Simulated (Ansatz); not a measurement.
## A series in volume scale on CaHI

Free energy against uniform scaling of the volume at fixed shape and fractions; periodic cell, basis, potentials, k mesh and filling as listed. The results are calculated, by Ansatz 0.2.0.

The cell before it is scaled or strained (space group P4/nmm, No. 129):
```
cell vectors (Å)
   4.0710     0.0000     0.0000
   0.0000     4.0710     0.0000
   0.0000     0.0000     8.9410
atoms (fractions of the cell vectors)
Ca  0.00000  0.50000  0.16000
Ca  0.50000  0.00000  0.84000
H   0.00000  0.00000  0.00000
H   0.50000  0.50000  0.00000
I   0.00000  0.50000  0.67500
I   0.50000  0.00000  0.32500
```

Settings of every row: functional r2SCAN; dispersion none; potentials PAW; wave cutoff 600 eV; density cutoff 2400 eV; k mesh 4x4x2; k shift 0x0x0; occupations fixed; smearing width 0 eV; spin none.

Limits: a layered crystal: even scaling strains the bonds within the layers, so this curve is stiffer than the crystal under pressure; no spin-orbit coupling, which can matter with elements this heavy.

```csv
row,volume scale,V (Å³/atom),pressure (GPa),energy above lowest point (meV/atom)
1,0.88,21.733,3.69,20.9
2,0.92,22.721,1.63,4.8
3,0.96,23.709,-0.03,0
4,1,24.697,-1.36,4.4
5,1.04,25.684,-2.43,16.2
6,1.08,26.672,-3.3,34
7,1.12,27.66,?,?
```

Question: what pressure and energy above lowest point should row 7 give?

Worked fit of pressure. Take u = (V_r/V)^(2/3) − 1 with V_r = 24.203 Å³ an atom, which is twice the finite (Eulerian) strain; such expansions in the strain, on which the Birch-Murnaghan equation of state is built, carry the rest volume and the bulk modulus. The shown rows have u = 0.0744, 0.04302, 0.01384, -0.01338, -0.03882, -0.06271. Least squares give pressure = −0.729 + 48.84 × u + 133 × u² + 121 × u³ GPa; a parabola predicts inner rows, each left out in turn, worse (root mean square 0.013 against 0.0046 GPa). All shown rows lie on it to the printed digit. The pressure vanishes at u = 0.0144, or V = 23.69 Å³ an atom, and there the bulk modulus at fixed shape and fractions is B = −V dP/dV = (2/3)(1 + u) dP/du = 35.7 GPa. Letting shape and atoms relax would as a rule lower it, by much in layered, chain or molecular crystals. The withheld row has u = -0.08516, so the fit gives −0.729 + 48.84 × (-0.08516) + 133 × (-0.08516)² + 121 × (-0.08516)³ = -4.00 GPa.

The calculation gave -3.99 GPa. The fit lies 0.01 GPa (0.13 % of the column's range) below it, one unit of the last digit. This row lies beyond the range of the fit.

Worked fit of energy above lowest point. Take u = (V_r/V)^(2/3) − 1 with V_r = 24.203 Å³ an atom, which is twice the finite (Eulerian) strain; such expansions in the strain, on which the Birch-Murnaghan equation of state is built, carry the rest volume and the bulk modulus. The shown rows have u = 0.0744, 0.04302, 0.01384, -0.01338, -0.03882, -0.06271. Least squares give energy above lowest point = 1.18 − 163 × u + 5752 × u² meV/atom; a straight line predicts inner rows, each left out in turn, worse (root mean square 10 against 0.029 meV/atom). All shown rows lie on it to the printed digit. Its lowest point lies at u = 0.0142, or V = 23.7 Å³ an atom, and the curvature there gives the bulk modulus at fixed shape and fractions, B = (4/9)(1 + u)² E″(u)/V = 35.6 GPa. Letting shape and atoms relax would as a rule lower it, by much in layered, chain or molecular crystals. The withheld row has u = -0.08516, so the fit gives 1.18 − 163 × (-0.08516) + 5752 × (-0.08516)² = 56.8 meV/atom.

The calculation gave 56.5 meV/atom. The fit lies 0.3 meV/atom (0.53 % of the column's range) above it; its largest miss of a shown row is 0.0 meV/atom. This row lies beyond the range of the fit.
